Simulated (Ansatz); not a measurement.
# InO₃: pressure against volume per atom

Results calculated with Ansatz 0.2.0 development build, not measured. Equation of state of a cubic crystal from periodic Kohn-Sham density functional theory without spin; pressure corrected for the finite basis.

Cell of the first row (space group Pm-3m, No. 221):
```
cell vectors (Å)
   4.1265     0.0000     0.0000
   0.0000     4.1265     0.0000
   0.0000     0.0000     4.1265
atoms (fractions of the cell vectors)
In  0.00000  0.00000  0.00000
O   0.50000  0.00000  0.00000
O   0.00000  0.50000  0.00000
O   0.00000  0.00000  0.50000
```

Settings of every row: formula InO3; structure type ReO3; functional PBE; spin treatment none; k mesh 13x13x13; occupation method fermi-dirac; occupation width 0.061225619 eV; wave cutoff 700 eV; datasets hard PAW; density cutoff ratio 4.

Limits: a cubic model structure, not a phase known at ambient conditions; modest k-mesh, values are not fully converged in k; no spin polarisation, a magnetic state may lie lower; the SCF threshold is loose for a stress in some rows.

| row | volume per atom (Å³) | pressure (GPa) | energy above lowest point (meV/atom) |
| --- | --- | --- | --- |
| 1 | 17.567 | 4.556 | 15.08 |
| 2 | 17.941 | 2.871 | 6.45 |
| 3 | 18.315 | 1.357 | 1.55 |
| 4 | 18.688 | ? | ? |
| 5 | 19.062 | -1.231 | 1.47 |
| 6 | 19.436 | -2.333 | 5.65 |
| 7 | 19.81 | -3.325 | 12.27 |

Question: what pressure should row 4 give?

Worked fit of pressure. Take u = (V_r/V)^(2/3) − 1 with V_r = 18.689 Å³ an atom, which is twice the finite (Eulerian) strain; such expansions in the strain, on which the Birch-Murnaghan equation of state is built, carry the rest volume and the bulk modulus. The shown rows have u = 0.04214, 0.02761, 0.01357, -0.01309, -0.02579, -0.03809. Least squares give pressure = −0.0072 + 96.863 × u + 263.22 × u² + 184 × u³ GPa; a parabola predicts inner rows, each left out in turn, worse (root mean square 0.004 against 0.0014 GPa). The rows lie off it by 0.000, -0.001, 0.001, -0.001, 0.000, 0.000. The pressure vanishes at u = 0.0001, or V = 18.69 Å³ an atom, and there the bulk modulus at fixed shape and fractions is B = −V dP/dV = (2/3)(1 + u) dP/du = 64.6 GPa. The withheld row has u = 4e-05, so the fit gives −0.0072 + 96.863 × (4e-05) + 263.22 × (4e-05)² + 184 × (4e-05)³ = -0.003 GPa.

The calculation gave -0.005 GPa. The fit lies 0.002 GPa (40 % of the value, 0.025 % of the column's range) above it; its largest miss of a shown row is 0.001 GPa.

The other values of row 4: energy above lowest point 0 meV/atom.
